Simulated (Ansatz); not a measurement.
## W: pressure and energy change per atom as volume scale varies

Plane-wave DFT, scalar-relativistic PAW made under PBE with cores redone for the functional, no dispersion; the given relaxed cell is scaled uniformly, energy at zero smearing counts from the unscaled cell, pressure at the given Fermi-Dirac smearing is positive in compression. The results are calculated, by Ansatz 0.2.0.

The cell before it is scaled or strained (space group P6_3/mmc, No. 194):
```
W
1.0
      2.8035     0.0000     0.0000
     -1.4018     2.4279     0.0000
      0.0000     0.0000     5.0311
W
2
Direct
  0.33333 0.66667 0.25000
  0.66667 0.33333 0.75000
```

Settings of every row: spin polarised no; functional BLYP; wave cutoff 420 eV; smearing width 0.1 eV; k mesh 15x15x7.

Atom starting moment: 0 on all atoms.

Limits: all rows lie far from zero pressure; no spin-orbit coupling, which can matter with elements this heavy; the cell comes from a prototype or a list of computed structures and needn't be the stable phase.

```csv
row,volume scale,V (Å³/atom),pressure (GPa),energy change per atom (meV)
1,0.88,15.068,42.23,240.56
2,0.92,15.753,25.14,98.55
3,0.96,16.437,11.26,22.49
4,1.04,17.807,?,?
5,1.08,18.492,-16.61,77.41
6,1.12,19.177,-22.6,162.36
```

Question: what pressure and energy change per atom should row 4 give?

Worked fit of pressure. Take u = (V_r/V)^(2/3) − 1 with V_r = 16.437 Å³ an atom, which is twice the finite (Eulerian) strain; such expansions in the strain, on which the Birch-Murnaghan equation of state is built, carry the rest volume and the bulk modulus. The shown rows have u = 0.05969, 0.02874, 0, -0.07553, -0.09768. Least squares give pressure = 11.272 + 452.85 × u + 1092.4 × u² GPa; a straight line predicts inner rows, each left out in turn, worse (root mean square 2.9 against 0.1 GPa). The rows lie off it by 0.04, -0.05, -0.01, 0.09, -0.06 (root mean square 0.056 GPa). The pressure vanishes at u = -0.0266, or V = 17.12 Å³ an atom, and there the bulk modulus at fixed shape and fractions is B = −V dP/dV = (2/3)(1 + u) dP/du = 256 GPa. Letting shape and atoms relax would as a rule lower it, by much in layered, chain or molecular crystals. The withheld row has u = -0.05197, so the fit gives 11.272 + 452.85 × (-0.05197) + 1092.4 × (-0.05197)² = -9.31 GPa.

The calculation gave -9.19 GPa. The fit lies 0.12 GPa (1.3 % of the value, 0.19 % of the column's range) below it; its largest miss of a shown row is 0.09 GPa.

Worked fit of energy change per atom. Take u = (V_r/V)^(2/3) − 1 with V_r = 16.437 Å³ an atom, which is twice the finite (Eulerian) strain; such expansions in the strain, on which the Birch-Murnaghan equation of state is built, carry the rest volume and the bulk modulus. The shown rows have u = 0.05969, 0.02874, 0, -0.07553, -0.09768. Least squares give energy change per atom = 22.617 + 1720.64 × u + 32297.3 × u² meV; a straight line predicts inner rows, each left out in turn, worse (root mean square 85 against 0.56 meV). The rows lie off it by 0.17, -0.20, -0.13, 0.50, -0.35 (root mean square 0.3 meV). Its lowest point lies at u = -0.0266, or V = 17.12 Å³ an atom, and the curvature there gives the bulk modulus at fixed shape and fractions, B = (4/9)(1 + u)² E″(u)/V = 255 GPa. Letting shape and atoms relax would as a rule lower it, by much in layered, chain or molecular crystals. The withheld row has u = -0.05197, so the fit gives 22.617 + 1720.64 × (-0.05197) + 32297.3 × (-0.05197)² = 20.43 meV.

The calculation gave 21.04 meV. The fit lies 0.61 meV (2.9 % of the value, 0.28 % of the column's range) below it; its largest miss of a shown row is 0.50 meV.
